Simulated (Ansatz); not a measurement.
Li: pressure and energy above lowest point against volume per atom

All results are calculated (Ansatz 0.2.0 development build). Equation of state of a cubic crystal from periodic Kohn-Sham density functional theory without spin; pressure corrected for the finite basis.

Cell of the first row (space group Im-3m, No. 229):
```
Li
1.0
     -1.6704     1.6704     1.6704
      1.6704    -1.6704     1.6704
      1.6704     1.6704    -1.6704
Li
1
Direct
  0.00000 0.00000 0.00000
```

Settings of every row: formula Li; structure type bcc; functional r2SCAN; spin treatment none; k mesh 14x14x14; occupation method fermi-dirac; occupation width 0.1 eV; wave cutoff 780 eV; datasets hand-made PAW; density cutoff ratio 6; xc grid level 2.

Limits: the SCF threshold is loose for a stress in some rows.

```csv
row,volume per atom (Å³),pressure (GPa),energy above lowest point (meV/atom)
1,18.645,1.949,13.5
2,19.253,1.363,7.24
3,19.861,0.848,3.07
4,20.469,?,?
5,21.077,-0.004,0
```

Question: what pressure and energy above lowest point should row 4 give?

Worked fit of pressure. Take u = (V_r/V)^(2/3) − 1 with V_r = 19.557 Å³ an atom, which is twice the finite (Eulerian) strain; such expansions in the strain, on which the Birch-Murnaghan equation of state is built, carry the rest volume and the bulk modulus. The shown rows have u = 0.03235, 0.0105, -0.01023, -0.04867. Least squares give pressure = 1.0973 + 24.849 × u + 45.67 × u² GPa; a straight line predicts inner rows, each left out in turn, worse (root mean square 0.047 against 0.00043 GPa). All shown rows lie on it to the printed digit. The pressure vanishes at u = -0.0485, or V = 21.07 Å³ an atom, and there the bulk modulus at fixed shape and fractions is B = −V dP/dV = (2/3)(1 + u) dP/du = 13 GPa. The withheld row has u = -0.02993, so the fit gives 1.0973 + 24.849 × (-0.02993) + 45.67 × (-0.02993)² = 0.394 GPa.

The calculation gave 0.395 GPa. The fit lies 0.001 GPa (0.051 % of the column's range) below it, one unit of the last digit.

Worked fit of energy above lowest point. Take u = (V_r/V)^(2/3) − 1 with V_r = 19.557 Å³ an atom, which is twice the finite (Eulerian) strain; such expansions in the strain, on which the Birch-Murnaghan equation of state is built, carry the rest volume and the bulk modulus. The shown rows have u = 0.03235, 0.0105, -0.01023, -0.04867. Least squares give energy above lowest point = 4.909 + 199.87 × u + 2034 × u² meV/atom; a straight line predicts inner rows, each left out in turn, worse (root mean square 2.1 against 0.017 meV/atom). The rows lie off it by 0.00, 0.01, -0.01, 0.00. The withheld row has u = -0.02993, so the fit gives 4.909 + 199.87 × (-0.02993) + 2034 × (-0.02993)² = 0.75 meV/atom.

The calculation gave 0.73 meV/atom. The fit lies 0.02 meV/atom (2.7 % of the value, 0.15 % of the column's range) above it; its largest miss of a shown row is 0.01 meV/atom.
